The molecule C[Si](C)(C)OC(=O)OCCOC(=O)OCCC#N carries two carbonate groups, joined by a CH₂–CH₂ bridge. One has a trimethylsilyl group at its outer end, the other a cyanoethyl group that ends in a nitrile. The table lists the five highest filled and the four lowest empty orbitals from one density-functional calculation on one conformer, whose geometry comes from a cheaper tight-binding method. The orbital energy is that of an electron in the orbital, and the orbital largest atom weight is the share of the orbital on the atom that holds most of it.

PySCF 2.14.0, density-fitted Kohn-Sham DFT with CAM-B3LYP/pcseg-1, for one conformer of the neutral singlet molecule C₁₀H₁₇NO₆Si in the gas phase at its GFN2-xTB geometry. Atom weights are from Löwdin populations; HOMO-n and LUMO+n count down from the highest filled and up from the lowest empty orbital.

```tsv
row	orbital energy (eV)	orbital label	orbital largest atom weight
1	-10.530	HOMO-4	0.450
2	-10.390	HOMO-3	0.260
3	-10.220	HOMO-2	0.130
4	-10.040	HOMO-1	0.290
5	-9.930	HOMO	0.410
6	1.650	LUMO	0.140
7	1.760	LUMO+1	0.270
8	1.890	LUMO+2	0.120
9	1.990	LUMO+3	0.300
```

**(a) The energies climb in small steps within each group, but the largest atom weight falls and rises again. What decides whether an orbital sits on few atoms or on many?**

*Solution.* The weight becomes readable once the atoms behind it are named. In the HOMO, the leading atom is the carbonyl oxygen of the silyl carbonate, with a weight of 0.41. In HOMO-4 it is the carbonyl oxygen of the other carbonate, with 0.45. The two ends of the filled group are thus the same kind of orbital, an oxygen lone pair, on two different carbonates.

HOMO-2 lies between them and looks quite different. Its largest weight is only 0.13, and its four leading atoms, all with similar weights, are oxygens of both carbonates. Since all weights of an orbital add up to one and none exceeds the largest, the orbital must involve at least 1/0.13, that is eight atoms. For the HOMO the same argument requires only three.

The reason lies in how orbitals mix. Two local orbitals blend strongly when their energies differ by less than the coupling between them, and hardly at all when the difference is much larger. Two similar carbonates supply several oxygen levels at similar energies, so even a modest coupling can spread an orbital over both. This is the natural reading of HOMO-2, although the partner orbital that such mixing must also produce is not evident in the list and may lie below it. The orbitals at the top and bottom of the group seem to have found no equally close partner on the other carbonate.

The two remaining filled levels bring in a third source, the Si–C bonds. HOMO-1 belongs mainly to them, with a methyl carbon as its leading atom. HOMO-3 combines them with the same carbonyl oxygen that dominates the HOMO, so this oxygen appears in two levels of the list. The weight therefore reflects how well each local orbital matches its neighbours in energy and how strongly it couples to them, so it has no reason to follow the energy itself.

The empty levels repeat the pattern in pairs. LUMO and LUMO+1 lie on the cyanoethyl side, LUMO+2 and LUMO+3 on the silyl side. In each pair the lower orbital is spread out, over CH₂ hydrogens or a methyl group as well as the carbonate carbon, and the upper one is more concentrated on the carbonate, although LUMO+1 also has a sizeable share on the nitrile. That is why the weight alternates from 0.14 to 0.27 and from 0.12 to 0.30.

A molecule with the same end group on both carbonates would behave differently. In a symmetric conformer its lone pairs would match exactly and form pairs of orbitals shared equally by the two halves. In the present molecule the unlike ends remove this match, and an unsymmetrical shape of the chain may add to the effect, so the HOMO can settle on one side.

**(b) Why do the levels of the silyl carbonate lie above those of the cyanoethyl carbonate? Estimate the size of the effect, and test whether it is a uniform shift.**

*Solution.* The direction is the same for filled and empty orbitals. The HOMO lies 0.60 eV above HOMO-4, and LUMO+3 lies 0.23 eV above LUMO+1, its counterpart on the other carbonate. An electrostatic potential acts in just this way, because it changes the energy of any electron in a region, whichever orbital it occupies. Standard chemistry suggests the source, although this run does not isolate it: the nitrile withdraws electrons at one end, and the electropositive silicon releases them at the other.

The nitrile part can be estimated as the potential of a point dipole. In an extended chain the positive end of the C≡N dipole faces the carbonates, which lowers the energy of electrons there by

ΔE ≈ k p / r²,

where k ≈ 14 eV Å is the Coulomb constant for unit charges, p the dipole moment in units of electron charge times ångström, and r the distance. A nitrile has roughly 4 D, and 1 D is about 0.21 e Å, so p ≈ 0.84 e Å. With assumed distances of 5 Å to the near carbonate and 10 Å to the far one:

- near: 14 × 0.84 / 25 ≈ 0.5 eV
- far: 14 × 0.84 / 100 ≈ 0.1 eV

The difference is a few tenths of an electronvolt, the order of magnitude seen in the table. The spread of the electron density in this run points to a partly folded chain, which changes both distances and angles, so the estimate shows only how large such an effect can be.

If the shift were uniform, it would cancel in the separation between a filled and an empty orbital of the same carbonate. Both carbonates would then show the same local separation, a prediction without any fitted constant. The table gives 11.92 eV on the silyl side, from HOMO to LUMO+3, and 12.29 eV on the cyanoethyl side, from HOMO-4 to LUMO+1. The miss of 0.37 eV lies between the two shifts in size, so the simple model gives the direction but not the amounts.

Mixing probably accounts for part of this failure. When two levels mix, they push each other apart, and the silyl carbonyl oxygen is divided between the HOMO and HOMO-3. The HOMO alone therefore overstates how high this oxygen lies. Averaging the filled levels, each weighted by its share on the carbonyl oxygen, reduces the offset between the two carbonates from 0.60 to about 0.35 eV.

The same average over the empty levels, taken for the carbonate carbons, gives about 0.24 eV. The two offsets are now closer to each other. This is compatible with a common potential but does not prove one, since the listed empty levels span only 0.34 eV and LUMO+1 is also mixed with the nitrile. These averages cover only the listed orbitals and their leading atoms, so they are rough. Even if the smaller populations are chosen as unfavourably as possible, both offsets within this set of levels keep their sign, as the output below shows.

**(c) The HOMO–LUMO separation is 11.57 eV. Does the lowest excitation take an electron from the HOMO to the LUMO?**

*Solution.* It does not. The HOMO belongs to the silyl carbonate and the LUMO to the cyanoethyl side, so this step would carry an electron from one part of the molecule to the other. In the calculated lowest singlet excitation, the largest contribution, 42 %, is instead HOMO to LUMO+3. Both of these orbitals lie on the silyl carbonate.

LUMO+3 is the more expensive choice, since it lies 0.34 eV above the LUMO. What repays the cost is the attraction between the electron and the hole it leaves behind. With a functional that contains much exact exchange at long range, such as this one, the orbital energies largely omit this attraction: an empty level then resembles that of an electron added to the complete molecule, not of one that has just left a filled orbital. At distances of a few ångström the attraction amounts to electronvolts, and it weakens as the two charges separate. Staying on the same carbonate can therefore easily outweigh a few tenths of an electronvolt in orbital energy.

The second excitation supports this picture. Its largest contribution is HOMO-4 to LUMO+1, again a step that stays on one side of the molecule, this time the cyanoethyl side. The order of the two excitations also agrees with the local separations found in (b), the smaller one coming first. This order is less secure than the local character, because high-lying empty orbitals were left out of the excitation calculation, which shifts its energies.

The empty levels themselves need more caution than the filled ones. They lie at positive energies and were computed without diffuse functions, so the basis set confines electrons that would otherwise spread far outside the molecule. Their values depend on that basis and do not show that the molecule binds an extra electron. Diffuse functions could well put a different, more extended orbital in the place of the LUMO.

Among the filled levels the weak point is the order. Neighbours are only 0.11 to 0.18 eV apart, and a turn of the chain could change the potential at either carbonate by a similar amount. Whether another conformer would exchange some of them is untested. The more useful guide is the location of each orbital: one should first ask which group it belongs to, then what potential the rest of the molecule creates there, and only then which level happens to come out on top.

The analysis program printed:

```
Levels and spread:
  row  energy in eV  step from the level below in eV  largest atom weight  fewest atoms possible
    1        -10.53                              n/a                 0.45                  2.222
    2        -10.39                             0.14                 0.26                  3.846
    3        -10.22                             0.17                 0.13                  7.692
    4        -10.04                             0.18                 0.29                  3.448
    5         -9.93                             0.11                 0.41                  2.439
    6          1.65                            11.58                 0.14                  7.143
    7          1.76                             0.11                 0.27                  3.704
    8          1.89                             0.13                 0.12                  8.333
    9          1.99                              0.1                  0.3                  3.333
Width of the five filled levels in eV: 0.6
Width of the four empty levels in eV: 0.34
Smallest step within a group in eV: 0.1
Largest step within a group in eV: 0.18
Rank correlation of energy and weight in the filled levels: -0.1
HOMO to LUMO separation from rounded levels in eV: 11.58
Local separation on the silyl carbonate (HOMO to LUMO+3) in eV: 11.92
Local separation on the cyanoethyl carbonate (HOMO-4 to LUMO+1) in eV: 12.29
Miss of the rigid shift (difference of local separations) in eV: 0.37
Offset of empty carbonate levels (LUMO+3 less LUMO+1) in eV: 0.23
Offset of weighted carbonyl oxygen levels in eV: 0.3465
Same with unlisted weights at their worst in eV: 0.1833
Offset of weighted carbonate carbon levels in eV: 0.2384
Same with unlisted weights at their worst for carbon in eV: 0.1024
Order of magnitude of the nitrile dipole shift between the carbonates in eV: 0.3629
```
